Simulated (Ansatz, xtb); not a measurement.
**C6H8OSi: which of two isomers lies lower**

We compare a, `C=Cc1cc([SiH3])co1`, a singlet, with b, `C=Cc1coc([SiH3])c1`, a singlet. Both are isolated molecules in the gas phase, relaxed with B3LYP-D3(BJ)/def2-SVP, each in the lowest conformer that the search found.

a (Å):

```xyz
16

C    -0.5239    2.8297    0.2979
C    -0.9435    1.5600    0.4187
C    -0.1751    0.3840    0.0727
C    -0.4639   -0.9581    0.1394
C     0.6922   -1.6717   -0.3439
C     1.5940   -0.6869   -0.6660
O     1.0895    0.5441   -0.4225
Si    0.9554   -3.5098   -0.5134
H    -1.1676    3.6644    0.5824
H     0.4716    3.0625   -0.0877
H    -1.9439    1.3455    0.8070
H    -1.3994   -1.3860    0.4946
H     0.8405   -4.1909    0.8094
H     2.3191   -3.7472   -1.0685
H    -0.0573   -4.1125   -1.4288
H     2.6043   -0.7165   -1.0673
```

b (Å):

```xyz
16

C    -0.1121    0.4439   -2.5812
C     0.8890    0.5923   -1.7014
C     0.9960   -0.0707   -0.4067
C     2.0209    0.0799    0.4982
C     0.6250   -1.3488    1.4298
C     0.0917   -1.0060    0.2139
O     1.8138   -0.6751    1.5971
Si    0.0451   -2.4914    2.7897
H    -0.9623   -0.2155   -2.3850
H    -0.1126    0.9811   -3.5321
H     1.7156    1.2669   -1.9516
H     2.9301    0.6765    0.4819
H    -0.1595   -1.7448    4.0639
H     1.0372   -3.5772    3.0336
H    -1.2463   -3.0807    2.3388
H    -0.8441   -1.3786   -0.1968
```

Q: Estimate which is lower in electronic energy at CCSD(T)/def2-SVP + ΔMP2/def2-TZVPP, and by roughly how much.

A: The CCSD(T)/def2-SVP + ΔMP2/def2-TZVPP calculation puts structure a lower, by 14.7 kJ/mol.

How the difference moves with the method:

| level | geometry | E(b) − E(a) (kJ/mol) | departure from the last row (kJ/mol) | job, with rough time for the two |
| --- | --- | --- | --- | --- |
| GFN2-xTB | GFN2-xTB | +1.4 | −13.2 | optimisation, 0.14 s |
| HF/STO-3G | GFN2-xTB | +5.1 | −9.6 | single point, 0.56 s |
| r2SCAN-D4/def2-SVP | GFN2-xTB | +15.4 | +0.8 | single point, 3.9 s |
| B3LYP-D3(BJ)/def2-SVP | B3LYP-D3(BJ)/def2-SVP | +15.8 | +1.2 | optimisation, 1.8 min |
| HF/def2-SVP | B3LYP-D3(BJ)/def2-SVP | +17.3 | +2.7 | part of the CCSD(T) run |
| MP2/def2-SVP | B3LYP-D3(BJ)/def2-SVP | +16.9 | +2.3 | part of the CCSD(T) run |
| CCSD(T)/def2-SVP | B3LYP-D3(BJ)/def2-SVP | +15.5 | +0.8 | single point |
| CCSD(T)/def2-SVP + ΔMP2/def2-TZVPP | B3LYP-D3(BJ)/def2-SVP | +14.7 |  | single point, 78 s |

As drawn, both hold the same kinds of bond in the same numbers.

GFN2-xTB finds them nearly level. The largest departure from CCSD(T)/def2-SVP + ΔMP2/def2-TZVPP is that of GFN2-xTB, 13.2 kJ/mol. The last row adds to CCSD(T) the change of the MP2 difference between the two basis sets, here −0.8 kJ/mol.

With thermal terms from frequencies at re-optimised GFN2-xTB minima (ideal gas, soft modes damped towards free rotors, one conformer each, 298.15 K, 1 atm): the zero-point term adds −0.1 kJ/mol; ΔH is +14.8 and ΔG +13.9 kJ/mol.

The correlated steps freeze 12 core orbitals. Codes used: Ansatz 0.2.0, xtb 6.7.1; the last row on 2 threads of Intel(R) Xeon(R) 6975P-C (Granite Rapids) on a shared host.

Isomer a is favoured because its vinyl group sits next to the ring oxygen, at C2, with silyl at a β carbon; in b the two substituents trade kinds of site. A 2-vinyl group extends the furan diene into a linearly conjugated triene, whereas a 3-vinyl group is cross-conjugated with the more distant ring double bond. The vinyl group is coplanar with the ring in both structures, and its bond to the ring is slightly shorter in a, so the preference probably reflects the conjugation path rather than a twist in b.

Hartree–Fock in def2-SVP already gives +17.3 kJ/mol, so electron correlation is not the source of the ordering. r2SCAN-D4 gives +15.4 kJ/mol at the GFN2-xTB geometries, which suggests that the near-degeneracy in GFN2-xTB comes from its energy function rather than its structures. Because both substituents change position together, the energy difference cannot be divided into separate vinyl and silyl site preferences.
